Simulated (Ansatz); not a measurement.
## CuP: pressure against volume ratio

All results are calculated (Ansatz 0.2.0). Plane-wave density functional theory, PAW datasets, Gaussian smearing 0.05 eV: equation of state, the given cell scaled in volume with shape and atoms relaxed at each volume.

The cell before it is scaled or strained (space group Fm-3m, No. 225):
```
CuP
1.0
      0.0000     2.3864     2.3864
      2.3864     0.0000     2.3864
      2.3864     2.3864     0.0000
Cu P
1 1
Direct
  0.50000 0.50000 0.50000
  0.00000 0.00000 0.00000
```

Settings of every row: paw set soft_2; functional PBEsol; spin treatment none; moment partition spheres; spin axis none; wave cutoff 420 eV; k mesh 12x12x12; symmetry use detected.

Atom hubbard u: 0 on all atoms.

Limits: the cell comes from a prototype or a list of computed structures and needn't be the stable phase.

| row | volume ratio | V (Å³/atom) | pressure (GPa) | energy above given cell (meV per atom) |
| --- | --- | --- | --- | --- |
| 1 | 0.96 | 13.047 | 6.038 | 9.75 |
| 2 | 0.98 | 13.319 | 2.833 | 2.3 |
| 3 | 1 | 13.591 | ? | ? |
| 4 | 1.02 | 13.863 | -2.5 | 2.18 |
| 5 | 1.04 | 14.134 | -4.744 | 8.33 |

Question: what pressure should row 3 give?

Worked fit of pressure. Take u = (V_r/V)^(2/3) − 1 with V_r = 13.591 Å³ an atom, which is twice the finite (Eulerian) strain; such expansions in the strain, on which the Birch-Murnaghan equation of state is built, carry the rest volume and the bulk modulus. The shown rows have u = 0.02761, 0.01357, -0.01312, -0.02578. Least squares give pressure = 0.0068 + 200.525 × u + 640.8 × u² GPa; a straight line predicts inner rows, each left out in turn, worse (root mean square 0.26 against 0.034 GPa). The rows lie off it by 0.006, -0.013, 0.014, -0.007 (root mean square 0.011 GPa). The pressure vanishes at u = -0.0000, or V = 13.59 Å³ an atom, and there the bulk modulus with shape and atoms relaxed is B = −V dP/dV = (2/3)(1 + u) dP/du = 134 GPa. The withheld row has u = 0, so the fit gives 0.0068 + 200.525 × (0) + 640.8 × (0)² = 0.007 GPa.

The calculation gave -0.004 GPa. The fit lies 0.011 GPa (280 % of the value, 0.1 % of the column's range) above it; its largest miss of a shown row is 0.014 GPa.

The other values of row 3: energy above given cell 0 meV per atom.
